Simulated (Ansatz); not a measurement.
# Abstraction of H: SnH(SH)3 + C2H2I → Sn(SH)3 + C2H3I

Species: SnH(SH)3, singlet; C2H2I `[H]/[C]=C\I`, doublet; Sn(SH)3, doublet; C2H3I (vinyl iodide) `C=CI`, singlet. A radical takes H: the energy is the difference in strength between the Sn–H bond broken and the C–H bond made.

Shapes, held fixed at every level: PBE0-D4/def2-TZVP. Flexible molecules stand in one conformer, not always the lowest. Programs: Ansatz 0.2.0. Electronic energies: no zero-point or thermal term.

(1) Estimate ΔE of this reaction.

## Answers

(1) B2PLYP/def2-TZVPP gives ΔE = -182.4 kJ/mol; the levels span -188.9 to -134.0. The median of the levels is -178.5. No measured value is set beside it here. Spin contamination: C2H2I (⟨S²⟩ up to 0.98). Open shells run unrestricted. For atoms past krypton def2 sets carry core potentials with scalar relativity. Outer-core shells of I, Sn are correlated, in sets that cover them unevenly. Times are processor times on shared x86 and Arm servers, and rough.

| level | kind | ΔE (kJ/mol) | CPU time (sum over the molecules) |
| --- | --- | --- | --- |
| HF/def2-TZVPP | Hartree–Fock | -134.0 | – |
| PBE-D4/def2-TZVPP | GGA | -188.9 | 39 s |
| r2SCAN-D4/def2-TZVPP | meta-GGA | -174.1 | 71 s |
| B3LYP-D4/def2-TZVPP | global hybrid | -185.5 | 68 s |
| PBE0-D4/def2-TZVPP | global hybrid | -179.5 | 55 s |
| wB97M-V/def2-TZVPP | range-separated hybrid | -177.5 | 2.5 min |
| wB97X-V/def2-TZVPP | range-separated hybrid | -170.4 | 2 min |
| B2PLYP/def2-TZVPP | double hybrid | -182.4 | 75 s |

Hydrogen transfer from tin to carbon is strongly downhill at every level, so the C–H bond made is much stronger than the Sn–H bond broken. Tin's diffuse valence orbitals overlap poorly with hydrogen 1s, whereas the compact sp2 hybrid of a vinyl carbon overlaps well. The vinyl radical is also a poorly stabilised σ radical, its unpaired electron lying in the molecular plane and largely cut off from the π bond. Sulfur lone pairs probably ease the formation of the stannyl radical a little.

Hartree–Fock stands apart at -134.0 kJ/mol, probably because it misses more correlation in the closed-shell vinyl iodide than in the spin-polarised radical. The share of exact exchange alone does not order the density functionals: r2SCAN, which has none, gives a less exothermic reaction than PBE0 or B3LYP. The sign is therefore secure, the exact size less so. The reaction energy does not show whether abstraction would outrun loss of the β-iodine atom to give acetylene, a well-known path for such radicals.
